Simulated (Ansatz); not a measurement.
# HfGeTe: the change of pressure and energy above lowest point with volume scale

Free energy against uniform scaling of the volume at fixed shape and fractions; periodic cell, basis, potentials, k mesh and filling as listed. The results are calculated, by Ansatz 0.2.0.

The cell before it is scaled or strained (space group P4/nmm, No. 129):
```
cell vectors (Å)
   3.8700     0.0000     0.0000
   0.0000     3.8700     0.0000
   0.0000     0.0000     8.5000
atoms (fractions of the cell vectors)
Hf  0.00000  0.50000  0.24100
Hf  0.50000  0.00000  0.75900
Ge  0.00000  0.00000  0.00000
Ge  0.50000  0.50000  0.00000
Te  0.00000  0.50000  0.62000
Te  0.50000  0.00000  0.38000
```

Settings of every row: functional LDA; dispersion none; potentials PAW; wave cutoff 470 eV; density cutoff 1880 eV; k mesh 6x6x3; k shift 0x0x0; occupations fermi dirac; smearing width 0.05 eV; spin none.

Limits: coarse k mesh, up to 40 meV an atom off; no spin-orbit coupling, which can matter with elements this heavy.

```
row  volume scale  V (Å³/atom)  pressure (GPa)  energy above lowest point (meV/atom)
  1          0.88       18.671              11                                  51.5
  2          0.92        19.52            4.66                                  10.7
  3          0.96       20.369           -0.45                                     0
  4             1       21.217               ?                                     ?
  5          1.04       22.066           -7.83                                  46.7
  6          1.08       22.915          -10.46                                  95.4
  7          1.12       23.763          -12.55                                 156.6
```

Question: what pressure and energy above lowest point should row 4 give?

Worked fit of pressure. Take u = (V_r/V)^(2/3) − 1 with V_r = 21.218 Å³ an atom, which is twice the finite (Eulerian) strain; such expansions in the strain, on which the Birch-Murnaghan equation of state is built, carry the rest volume and the bulk modulus. The shown rows have u = 0.08899, 0.05718, 0.0276, -0.02579, -0.05, -0.07274. Least squares give pressure = −4.545 + 137.44 × u + 395.6 × u² + 260 × u³ GPa; a parabola predicts inner rows, each left out in turn, worse (root mean square 0.048 against 0.0074 GPa). The rows lie off it by 0.00, 0.00, -0.01, 0.00, 0.00, 0.00. The pressure vanishes at u = 0.0304, or V = 20.29 Å³ an atom, and there the bulk modulus at fixed shape and fractions is B = −V dP/dV = (2/3)(1 + u) dP/du = 111 GPa. Letting shape and atoms relax would as a rule lower it, by much in layered, chain or molecular crystals. The withheld row has u = 3e-05, so the fit gives −4.545 + 137.44 × (3e-05) + 395.6 × (3e-05)² + 260 × (3e-05)³ = -4.54 GPa.

The calculation gave -4.54 GPa. The fit meets it to the printed digit.

Worked fit of energy above lowest point. Take u = (V_r/V)^(2/3) − 1 with V_r = 21.218 Å³ an atom, which is twice the finite (Eulerian) strain; such expansions in the strain, on which the Birch-Murnaghan equation of state is built, carry the rest volume and the bulk modulus. The shown rows have u = 0.08899, 0.05718, 0.0276, -0.02579, -0.05, -0.07274. Least squares give energy above lowest point = 13.65 − 901.8 × u + 14753 × u² + 1813 × u³ meV/atom; a parabola predicts inner rows, each left out in turn, worse (root mean square 0.34 against 0.061 meV/atom). All shown rows lie on it to the printed digit. Its lowest point lies at u = 0.0304, or V = 20.29 Å³ an atom, and the curvature there gives the bulk modulus at fixed shape and fractions, B = (4/9)(1 + u)² E″(u)/V = 111 GPa. Letting shape and atoms relax would as a rule lower it, by much in layered, chain or molecular crystals. The withheld row has u = 3e-05, so the fit gives 13.65 − 901.8 × (3e-05) + 14753 × (3e-05)² + 1813 × (3e-05)³ = 13.6 meV/atom.

The calculation gave 13.6 meV/atom. The fit meets it to the printed digit.
